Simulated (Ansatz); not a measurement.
A series in volume per atom on PtC

Results calculated with Ansatz 0.2.0, not measured. Periodic Kohn-Sham DFT of a crystal at fixed atoms; pressure and stress are positive in compression; the energy is the free energy less that of spherical unpolarised free atoms; site moments are those in the method's own spheres, positive along +z.

Cell of the first row (space group Fm-3m, No. 225):
```
CELL_PARAMETERS angstrom
0.00000 2.18770 2.18770
2.18770 0.00000 2.18770
2.18770 2.18770 0.00000
ATOMIC_POSITIONS crystal
Pt 0.00000 0.00000 0.00000
C 0.50000 0.50000 0.50000
```

Settings of every row: method all-electron LAPW; functional PBE; relativity scalar; k mesh 13x13x13; filling fermi-dirac; smearing width 0.03 eV; basis error target 0.25 meV/atom; nucleus gaussian.

Atom start moment: 0 on all atoms.

Limits: no spin-orbit coupling on heavy atoms; the cell comes from a prototype or a list of computed structures and needn't be the stable phase.

```csv
row,volume per atom (Å³),pressure (GPa),energy less free atoms (eV/atom)
1,10.47,18.543,-6.1724
2,10.91,5.481,-6.2047
3,11.133,?,?
4,11.356,-4.907,-6.2049
5,11.801,-13.02,-6.1795
```

Question: what pressure and energy less free atoms should row 3 give?

Worked fit of pressure. Take u = (V_r/V)^(2/3) − 1 with V_r = 11.133 Å³ an atom, which is twice the finite (Eulerian) strain; such expansions in the strain, on which the Birch-Murnaghan equation of state is built, carry the rest volume and the bulk modulus. The shown rows have u = 0.04178, 0.01358, -0.01313, -0.0381. Least squares give pressure = −0.0334 + 390.144 × u + 1299.76 × u² GPa; a straight line predicts inner rows, each left out in turn, worse (root mean square 1.3 against 0.054 GPa). The rows lie off it by 0.007, -0.023, 0.025, -0.009 (root mean square 0.018 GPa). The pressure vanishes at u = 0.0001, or V = 11.13 Å³ an atom, and there the bulk modulus at fixed shape and fractions is B = −V dP/dV = (2/3)(1 + u) dP/du = 260 GPa. The withheld row has u = 0, so the fit gives −0.0334 + 390.144 × (0) + 1299.76 × (0)² = -0.033 GPa.

The calculation gave -0.025 GPa. The fit lies 0.008 GPa (32 % of the value, 0.025 % of the column's range) below it; its largest miss of a shown row is 0.025 GPa.

Worked fit of energy less free atoms. Take u = (V_r/V)^(2/3) − 1 with V_r = 11.133 Å³ an atom, which is twice the finite (Eulerian) strain; such expansions in the strain, on which the Birch-Murnaghan equation of state is built, carry the rest volume and the bulk modulus. The shown rows have u = 0.04178, 0.01358, -0.01313, -0.0381. Least squares give energy less free atoms = −6.20843 + 0.0126 × u + 20.308 × u² eV/atom; a straight line predicts inner rows, each left out in turn, worse (root mean square 0.021 against 0.00042 eV/atom). The rows lie off it by 0.0001, -0.0002, 0.0002, -0.0001. Its lowest point lies at u = -0.0003, or V = 11.14 Å³ an atom, and the curvature there gives the bulk modulus at fixed shape and fractions, B = (4/9)(1 + u)² E″(u)/V = 260 GPa. The withheld row has u = 0, so the fit gives −6.20843 + 0.0126 × (0) + 20.308 × (0)² = -6.2084 eV/atom.

The calculation gave -6.2084 eV/atom. The fit meets it to the printed digit.
